A band gap is the price of taking an electron out of a crystal, less the energy regained when an electron is put in elsewhere. Both steps leave a charge behind, and the surrounding electrons shift to shield it. In the simplest picture, which treats the crystal as a uniform medium, the energy that remains tied to such a charge scales as 1/ε, where ε is the electronic dielectric constant, roughly the square of the refractive index. If an approximation misses a fixed share of this energy, its gap should be too small by about

Δ ≈ C/ε

where Δ is the measured gap less the computed one, and C is an energy taken as equal for all the oxides. On this argument, a crystal that shields well has a small error and one that shields poorly has a large error. The width of the gap does not by itself set the error.

Kohn-Sham band gaps of six oxides, computed with Ansatz 0.2.0 using the r2SCAN functional and plane-wave PAW, scalar-relativistic and without spin polarisation. Each gap is taken between the band edges over the whole Brillouin zone, for a crystal relaxed at the same level. The plane-wave cutoff is 500 eV and the Gaussian smearing 0.02 eV.

```
formula  structure   k mesh  band gap (eV)  gap kind  measured gap (eV)  stated uncertainty (eV)  range of the values found                                 method and sample                   source  band gap, less measured (eV)
    PbO     P4/nmm    8×8×6          1.830  indirect                1.8                      0.1                  one value              reflectivity, indirect, bulk crystal   arXiv:1310.2492 (2013)                          0.03
   TiO2   I4_1/amd    8×8×6          2.528  indirect                3.2                      n/a                  one value                not stated, indirect, bulk crystal  arXiv:1605.06887 (2016)                         -0.67
    ZnO     P6_3mc  12×12×6          1.238    direct               3.37                      n/a                3.37 to 3.4  spectroscopic ellipsometry, direct, bulk crystal       pmc:9056824 (2020)                         -2.13
   SnO2   P4_2/mnm    6×6×8          1.768    direct               3.85                      n/a                3.6 to 3.85             ellipsometry absorption, direct, film       pmc:9416374 (2022)                         -2.08
    SrO      Fm-3m    8×8×8          3.800  indirect                6.1                      n/a                  one value          O K-edge XES and XAS, not stated, powder   arXiv:0908.1581 (2009)                         -2.30
  Al2O3       R-3c    6×6×6          7.137    direct                8.7                      n/a                  one value      optical absorption, not stated, bulk crystal       pmc:5906618 (2018)                         -1.56
```

Five of the six oxides come out with too small a gap, by 0.67 eV in TiO2 and by about 2 eV in ZnO and SnO2. For ZnO the failure is visible without any instrument. A gap of 1.24 eV lies in the infrared, so such a crystal should absorb all visible light and look black, whereas zinc oxide is a white pigment. The static calculation leaves out excitons and zero-point motion, but both usually lower a measured gap, so including them would widen the disagreement.

The more serious sign is that the order is wrong. TiO2, here in its anatase form, is computed 0.76 eV above SnO2 but measured 0.65 eV below it, and it stays below even if the lowest listed value for SnO2 is used. Against ZnO, the calculation puts TiO2 higher by 1.29 eV, while experiment finds the two nearly equal. Adding the same energy to every gap, or multiplying every gap by the same factor, leaves their order as it was. No such correction can therefore repair this table.

The cause lies in how the functional treats filled and empty states. An electron in a filled band should feel the repulsion of all the other electrons but not its own. An electron added to an empty band should feel all those already present. Exact exchange makes this distinction, whereas r2SCAN, which builds its exchange from the local density and related local quantities, makes it only in part. Filled levels then lie too high relative to empty ones, and the gap shrinks.

In a solid the missing exchange acts through a medium that shields it, and this brings in the factor 1/ε. The argument is theory; the calculations do not separate this energy from the rest of the gap. It can still be held against the table. C was fitted to the five oxides other than PbO, with rough recalled values of ε, and the result is printed after this text.

For ZnO, with ε about 3.7 and C = 6.75 eV, the estimate runs:

Δ ≈ 6.75 eV / 3.7 ≈ 1.82 eV

corrected gap ≈ 1.24 eV + 1.82 eV ≈ 3.06 eV

The measured gap is 3.37 eV, so most of the error is accounted for. This does not yet favour the rule, since ZnO was itself part of the fit and a common shift of 1.75 eV would do almost as well here. The fitted C equals the energy of two elementary charges about 2 Å apart, roughly the length of a metal–oxygen bond. The size is thus that of an ordinary electrostatic energy over atomic distances. This makes the picture possible but is no evidence for it.

The simple rule goes only part of the way. Its typical miss is 0.45 eV, against 0.59 eV for one common shift, and five oxides are too few to make that difference decisive. The gain comes from TiO2 alone, a row whose measuring method is not stated. Over the other four oxides together the rule does no better than the shift. It corrects TiO2 and Al2O3 by too much, each by half an eV or more. Part of this excess may belong to the measured gaps, which the motion of the atoms usually lowers, while the calculation holds the atoms still. Al2O3 shields least of the five, so the rule expects the largest error there, yet only TiO2 has a smaller one. TiO2 also remains above ZnO and SnO2, so the wrong order is reduced but not removed. One constant C ignores which atomic orbitals form the band edges: the lowest empty states are mainly titanium 3d in TiO2 but largely metal s in ZnO and SnO2. That difference may explain part of what is left, but no calculation here tests it. The TiO2 and ZnO rows were computed with a soft variant of the PAW datasets, whose effect on the gap was not checked.

ZnO has a further known source of error. Functionals of this kind place the filled zinc 3d states too close to the oxygen 2p band, and the two repel each other, which pushes the top of the filled bands up and narrows the gap. The rule does leave ZnO short by 0.3 eV, as this effect would suggest. It leaves SnO2 short by 0.4 eV, however, although the filled d states of tin lie much deeper. That figure is itself uncertain: the lowest direct transition of SnO2 is forbidden, so an optical measurement can overstate the gap, and against the lowest listed value the remainder is only 0.1 eV. The remainder in ZnO is therefore no clear evidence for the 3d effect.

SrO shows the largest error, 2.30 eV, but its place at the bottom of the ranking is not secure. The measured value comes from X-ray spectra of a powder. Emission shows the filled states and absorption the empty ones, each on its own, so the distance between their edges is best compared with the smallest gap, direct or indirect, as the table does. The choice matters little here: the smallest direct gap in the same calculation, at the boundary of the zone, lies less than 0.1 eV above the indirect one. The direct gap at the zone centre is wider, 4.59 eV, but such spectra give no reason to single it out. The doubt lies in the edges themselves: their positions depend on how they are read, and the hole that absorption leaves in the oxygen core can shift one of them. SrO is clearly underestimated, but the exact amount is uncertain.

PbO needs the most caution because it looks best. Its computed gap agrees with experiment within the stated uncertainty of 0.1 eV, although the rule, which was not fitted to this oxide, expects a shortfall of about 1 eV. Lead oxide consists of layers held together largely by dispersion forces, and no dispersion term was included. The layers relaxed to a spacing of 5.32 Å, roughly 6 percent wider than the recalled experimental value of about 5.0 Å, and a wider spacing is known to open this gap. Spin-orbit coupling, which matters for lead and would lower the gap, is also missing. Both faults push the computed gap up and can hide the usual error, but no calculation here shows how much each contributes.

For practical work, an r2SCAN gap should not decide which of two oxides absorbs at the shorter wavelength, even when the computed gaps differ by 1 eV. Nor should a correction found for one oxide be carried over to another. The 0.67 eV that repairs TiO2 would bring ZnO only to 1.24 + 0.67 = 1.91 eV, still far below its measured 3.37 eV. Where the order matters, a hybrid functional or GW is the natural next step, but neither is a guarantee. A hybrid with one fixed share of exact exchange is expected to widen the gaps of all these oxides, yet it may still leave TiO2 above ZnO and SnO2. The chosen method should therefore be tested first on a pair of similar oxides whose measured order is beyond doubt. An agreement as close as that of PbO should be trusted only after the crystal structure has been compared with experiment too.

The analysis program printed:

```
fit of short on 5 rows (keep > 0): coefficient of inveps 6.75 +/- 0.85; rms 0.453, worst Al2O3 0.614, leave-one-out rms 0.581
  rows outside the fit (model, value, miss): PbO 1.038, -0.03, 1.07
fit of short on 5 rows (keep > 0): constant 1.75 +/- 0.3; rms 0.593, worst TiO2 1.08, leave-one-out rms 0.741
  rows outside the fit (model, value, miss): PbO 1.75, -0.03, 1.78
Shortfall and screened estimate:
    row  shortfall eV  computed/measured  recalled eps  estimated shortfall eV  corrected gap eV
    PbO         -0.03              1.017           6.5                   1.038             2.868
   TiO2         0.672               0.79           5.7                   1.184             3.712
    ZnO         2.132             0.3674           3.7                   1.824             3.062
   SnO2         2.082             0.4592             4                   1.687             3.455
    SrO           2.3              0.623           3.5                   1.928             5.728
  Al2O3         1.563             0.8203           3.1                   2.177             9.314
Computed gap, TiO2 less ZnO, eV: 1.29
Measured gap, TiO2 less ZnO, eV: -0.17
Corrected gap, TiO2 less ZnO, eV: 0.6499
Computed gap, TiO2 less SnO2, eV: 0.76
Measured gap, TiO2 less SnO2, eV: -0.65
Shortfall of SnO2 against the lower end of its measured range, eV: 1.832
SrO direct gap at Gamma, eV: 4.586
Shortfall of SrO if its direct gap at Gamma is compared, eV: 1.514
Lowering of the TiO2 gap by the zone search, eV: 0.04174
PbO layer spacing too wide by about, percent: 6.44
Length that belongs to the fitted constant, e2/C, angstrom: 2.133
```
